**Addition energies of a spherical parabolic dot with a central charge, N = 1 to 31**

The table holds chemical potentials, addition energies, highest eigenvalues, radii and unpaired electrons from spin-polarised LDA-PW92 calculations with m-averaged shells (ω = 0.367 hartree*, central charge 1). The program tests three smooth charging models on the 21 in-shell rows: a classical uniform fluid without parameters, a fitted power law and c/R_rms. It sizes the eight breaks (N = 2, 5, 8, 9, 10, 15, 20, 27) against them and extracts a level gap from Janak's theorem with a linear eigenvalue. The classical model lies too high, the in-shell rows falling 11% below it on average, while the power law fits with an rms error of 0.006 hartree*. The gaps match the excesses to 0.010 hartree*, vanish within rounding inside shells, and at N = 15 agree with the computed 1d spin splitting of 0.0458 hartree*.

Spherical dot in the well ω²r²/2 with ω = 0.367 hartree* and a central point charge of 1 e, from radks with Libxc 2 in spin-polarised LDA (PW92). Shells are m-averaged and filled by a greedy search that can miss a lower state; levels are numbered by radial order for each l. The chemical potential is E(N) − E(N−1), the addition energy E(N+1) + E(N−1) − 2E(N).

## The fit in Python

```python
# Table: spherical parabolic dot (omega 0.367 hartree*, central charge +1), radks, spin-polarised
# LDA-PW92, N = 1..31: chemical potential, addition energy, highest eigenvalue, radius, spin.
# Tested: smooth charging models for the addition energy, size of the breaks, Janak level gaps.
T = {
    'electrons': [1, 2, 3, 4, 5, 6, 7, 8, 9, 10, 11, 12, 13, 14, 15, 16, 17, 18, 19, 20, 21, 22, 23, 24, 25, 26, 27, 28, 29, 30, 31],
    'chemical_potential': [-0.3207, 0.3222, 1.222, 1.507, 1.791, 2.133, 2.381, 2.627, 2.991, 3.249, 3.533, 3.741, 3.945, 4.146, 4.345, 4.584, 4.772, 4.958, 5.142, 5.325, 5.676, 5.847, 6.016, 6.184, 6.351, 6.516, 6.679, 6.878, 7.036, 7.193, 7.349],  # hartree*
    'unpaired_electrons': [1, 0, 1, 2, 3, 2, 1, 0, 1, 0, 1, 2, 3, 4, 5, 4, 3, 2, 1, 0, 1, 2, 3, 4, 5, 6, 7, 6, 5, 4, 3],
    'rms_radius': [1.375, 1.616, 2.085, 2.348, 2.541, 2.709, 2.852, 2.978, 3.123, 3.251, 3.369, 3.475, 3.572, 3.663, 3.748, 3.83, 3.908, 3.981, 4.052, 4.12, 4.194, 4.264, 4.331, 4.396, 4.458, 4.518, 4.575, 4.632, 4.687, 4.74, 4.792],  # bohr*
    'highest_eigenvalue': [-0.05467, 0.5409, 1.364, 1.65, 1.93, 2.256, 2.504, 2.748, 3.105, 3.363, 3.637, 3.843, 4.046, 4.246, 4.443, 4.678, 4.865, 5.051, 5.234, 5.415, 5.762, 5.932, 6.101, 6.268, 6.434, 6.598, 6.761, 6.957, 7.115, 7.272, 7.427],  # hartree*
    'highest_level': ['1s up', '1s up', '1p up', '1p up', '1p up', '1p down', '1p down', '1p up', '2s up', '2s up', '1d up', '1d up', '1d up', '1d up', '1d up', '1d down', '1d down', '1d down', '1d down', '1d up', '1f up', '1f up', '1f up', '1f up', '1f up', '1f up', '1f up', '1f down', '1f down', '1f down', '1f down'],
    'addition_energy': [None, 0.8999, 0.2853, 0.2835, 0.3417, 0.248, 0.2462, 0.3645, 0.2581, 0.2841, 0.2071, 0.2044, 0.2015, 0.1986, 0.2387, 0.1881, 0.1863, 0.1843, 0.1823, 0.3513, 0.1709, 0.1694, 0.168, 0.1665, 0.165, 0.1636, 0.1982, 0.1583, 0.1573, 0.1562, None],  # hartree*
}
import numpy as np
w, Z = 0.367, 1  # settings from the caption
Ns = [int(n) for n in T['electrons']]
col = lambda k: dict(zip(Ns, T[k]))
mu, eps, A, R, M = map(col, ['chemical_potential', 'highest_eigenvalue', 'addition_energy',
                             'rms_radius', 'unpaired_electrons'])
M[0] = 0
hl = col('highest_level')
# level entered by electron N: spin read from the change of the moment
lev = {n: hl[n].split()[0] + ('u' if M[n] > M[n-1] else 'd') for n in Ns}
rows = [n for n in Ns if A[n] is not None]
ins = [n for n in rows if lev[n] == lev[n+1]]
brk = [n for n in rows if n not in ins]
cl = lambda n: w**(2/3) * (n - Z)**(-1/3)
s, b = np.polyfit(np.log([n - Z for n in ins]), np.log([A[n] for n in ins]), 1)
p, a = -s, np.exp(b)
pw = lambda n: a * (n - Z)**(-p)
c = sum(A[n]/R[n] for n in ins) / sum(1/R[n]**2 for n in ins)
gap = {n: 2*mu[n+1] - eps[n] - eps[n+1] for n in Ns[:-1]}
print("Energies in hartree*. Rounding: A 0.00005, level gap 0.002. * = next electron changes level")
print(f"power law on {len(ins)} in-shell rows: A = {a:.3f}(N-1)^-{p:.3f}; classical {w**(2/3):.3f}(N-1)^-0.333;"
      f" c/R_rms: c = {c:.3f}, uniform sphere {np.sqrt(0.6):.3f}")
for name, f in [('classical', cl), ('power law', pw), ('c/R_rms', lambda n: c/R[n])]:
    r = {n: A[n] - f(n) for n in ins}
    k = max(r, key=lambda n: abs(r[n]))
    big = max(abs(r[n]) for n in ins if n > 10)
    print(f"{name}: in-shell rms {np.sqrt(np.mean([x*x for x in r.values()])):.4f}, mean "
          f"{100*np.mean([r[n]/f(n) for n in ins]):+.1f}%, worst N={k} {r[k]:+.4f}, worst N>10 {big:.4f}")
print(" N  step       A   classical  power  A-power  A-c/R   gap   A-gap")
for n in rows:
    print(f"{n:2d}{'*' if n in brk else ' '} {lev[n]}>{lev[n+1]} {A[n]:.4f}  {cl(n):.4f}  {pw(n):.4f} "
          f"{A[n]-pw(n):+.4f} {A[n]-c/R[n]:+.4f} {gap[n]:+.3f}  {A[n]-gap[n]:.3f}")
# further outputs of the N=15 run (eigenvalues, up and down)
L = {'1p': (4.26582, 4.30948), '2s': (4.3814, 4.41143), '1d': (4.4434, 4.48917),
     '1f': (4.64382, 4.6882), '2p': (4.72382, 4.75166)}
d15 = L['1d'][1] - L['1d'][0]
av = {k: np.mean(v) for k, v in L.items()}
print(f"N=15 levels: 1d spin splitting {d15:.4f} (gap above {gap[15]:.3f}); 2s down to 1d up "
      f"{L['1d'][0]-L['2s'][1]:.3f}; 1d down to 1f up {L['1f'][0]-L['1d'][1]:.3f}")
print("N=15 spin-averaged spacings: " + ", ".join(f"{x}-{y} {av[y]-av[x]:.3f}" for x, y in
      [('1p', '2s'), ('2s', '1d'), ('1p', '1d'), ('1d', '1f'), ('1f', '2p')]))
print("closure gap/omega: " + ", ".join(f"N={n} {gap[n]/w:.2f}" for n in (2, 8, 10, 20))
      + f"; gaps 8+10 = {gap[8]+gap[10]:.3f}")
half = (5, 9, 15, 27)
vx = (3 * (3*w*w/(4*np.pi)) / np.pi)**(1/3)  # local exchange potential at the classical density
ex = {n: vx*((1 + M[n]/n)**(1/3) - (1 - M[n]/n)**(1/3)) for n in half}
print("half shell gap/(unpaired/N): " + ", ".join(f"N={n} {gap[n]*n/M[n]:.3f}" for n in half))
print("uniform exchange-only splitting, gap/estimate: "
      + ", ".join(f"N={n} {ex[n]:.3f}, {gap[n]/ex[n]:.2f}" for n in half))
print("A minus mean of neighbours: " + ", ".join(
      f"N={n} {A[n]-(A[n-1]+A[n+1])/2:.4f}" for n in (5, 15, 20, 27)))
print("baseline drop A(N-1)-A(N+1) vs 2x in-shell slope before: " + ", ".join(
      f"N={n} {A[n-1]-A[n+1]:.4f} vs {2*(A[n-2]-A[n-1]):.4f}" for n in (5, 15, 20, 27)))
print(f"mean A, N=9..20: {np.mean([A[n] for n in range(9, 21)]):.4f}, classical "
      f"{np.mean([cl(n) for n in range(9, 21)]):.4f}; eigenvalue - mu: "
      + ", ".join(f"N={n} {eps[n]-mu[n]:.3f}" for n in (1, 2, 9, 13, 31)))
assert brk == [2, 5, 8, 9, 10, 15, 20, 27]
assert 0.15 < p < 0.4 and min(A[n]-pw(n) for n in brk) > max(abs(A[n]-pw(n)) for n in ins)
assert max(abs(gap[n]) for n in ins) < 0.003 and abs(gap[15] - d15) < 0.003
assert gap[2] > w > max(gap[n] for n in (8, 10, 20)) and L['2s'][1] < L['1d'][0]
```

It prints:

```
Energies in hartree*. Rounding: A 0.00005, level gap 0.002. * = next electron changes level
power law on 21 in-shell rows: A = 0.365(N-1)^-0.248; classical 0.513(N-1)^-0.333; c/R_rms: c = 0.695, uniform sphere 0.775
classical: in-shell rms 0.0373, mean -10.7%, worst N=3 -0.1215, worst N>10 0.0308
power law: in-shell rms 0.0062, mean +0.0%, worst N=3 -0.0224, worst N>10 0.0050
c/R_rms: in-shell rms 0.0131, mean +2.7%, worst N=3 -0.0482, worst N>10 0.0107
 N  step       A   classical  power  A-power  A-c/R   gap   A-gap
 2* 1sd>1pu 0.8999  0.5126  0.3653 +0.5346 +0.4696 +0.539  0.361
 3  1pu>1pu 0.2853  0.4068  0.3077 -0.0224 -0.0482 -0.000  0.285
 4  1pu>1pu 0.2835  0.3554  0.2783 +0.0052 -0.0126 +0.002  0.281
 5* 1pu>1pd 0.3417  0.3229  0.2592 +0.0825 +0.0681 +0.080  0.262
 6  1pd>1pd 0.2480  0.2998  0.2453 +0.0027 -0.0087 +0.002  0.246
 7  1pd>1pd 0.2462  0.2821  0.2344 +0.0118 +0.0024 +0.002  0.244
 8* 1pd>2su 0.3645  0.2680  0.2256 +0.1389 +0.1310 +0.129  0.235
 9* 2su>2sd 0.2581  0.2563  0.2183 +0.0398 +0.0355 +0.030  0.228
10* 2sd>1du 0.2841  0.2464  0.2120 +0.0721 +0.0702 +0.066  0.218
11  1du>1du 0.2071  0.2379  0.2066 +0.0005 +0.0007 +0.002  0.205
12  1du>1du 0.2044  0.2305  0.2018 +0.0026 +0.0043 +0.001  0.203
13  1du>1du 0.2015  0.2239  0.1975 +0.0040 +0.0068 -0.000  0.202
14  1du>1du 0.1986  0.2180  0.1936 +0.0050 +0.0088 +0.001  0.198
15* 1du>1dd 0.2387  0.2127  0.1901 +0.0486 +0.0532 +0.047  0.192
16  1dd>1dd 0.1881  0.2078  0.1868 +0.0013 +0.0066 +0.001  0.187
17  1dd>1dd 0.1863  0.2034  0.1839 +0.0024 +0.0084 +0.000  0.186
18  1dd>1dd 0.1843  0.1994  0.1811 +0.0032 +0.0096 -0.001  0.185
19  1dd>1dd 0.1823  0.1956  0.1786 +0.0037 +0.0107 +0.001  0.181
20* 1dd>1fu 0.3513  0.1921  0.1762 +0.1751 +0.1825 +0.175  0.176
21  1fu>1fu 0.1709  0.1888  0.1740 -0.0031 +0.0051 +0.000  0.171
22  1fu>1fu 0.1694  0.1858  0.1719 -0.0025 +0.0063 -0.001  0.170
23  1fu>1fu 0.1680  0.1829  0.1699 -0.0019 +0.0075 -0.001  0.169
24  1fu>1fu 0.1665  0.1802  0.1681 -0.0016 +0.0083 +0.000  0.167
25  1fu>1fu 0.1650  0.1777  0.1663 -0.0013 +0.0090 +0.000  0.165
26  1fu>1fu 0.1636  0.1753  0.1646 -0.0010 +0.0097 -0.001  0.165
27* 1fu>1fd 0.1982  0.1730  0.1631 +0.0351 +0.0462 +0.038  0.160
28  1fd>1fd 0.1583  0.1709  0.1615 -0.0032 +0.0082 -0.000  0.158
29  1fd>1fd 0.1573  0.1688  0.1601 -0.0028 +0.0089 -0.001  0.158
30  1fd>1fd 0.1562  0.1668  0.1587 -0.0025 +0.0095 -0.001  0.157
N=15 levels: 1d spin splitting 0.0458 (gap above 0.047); 2s down to 1d up 0.032; 1d down to 1f up 0.155
N=15 spin-averaged spacings: 1p-2s 0.109, 2s-1d 0.070, 1p-1d 0.179, 1d-1f 0.200, 1f-2p 0.072
closure gap/omega: N=2 1.47, N=8 0.35, N=10 0.18, N=20 0.48; gaps 8+10 = 0.195
half shell gap/(unpaired/N): N=5 0.133, N=9 0.270, N=15 0.141, N=27 0.147
uniform exchange-only splitting, gap/estimate: N=5 0.136, 0.59, N=9 0.023, 1.29, N=15 0.071, 0.66, N=27 0.055, 0.69
A minus mean of neighbours: N=5 0.0760, N=15 0.0454, N=20 0.1747, N=27 0.0373
baseline drop A(N-1)-A(N+1) vs 2x in-shell slope before: N=5 0.0355 vs 0.0036, N=15 0.0105 vs 0.0058, N=20 0.0114 vs 0.0040, N=27 0.0053 vs 0.0028
mean A, N=9..20: 0.2237, classical 0.2187; eigenvalue - mu: N=1 0.266, N=2 0.219, N=9 0.114, N=13 0.101, N=31 0.078
```
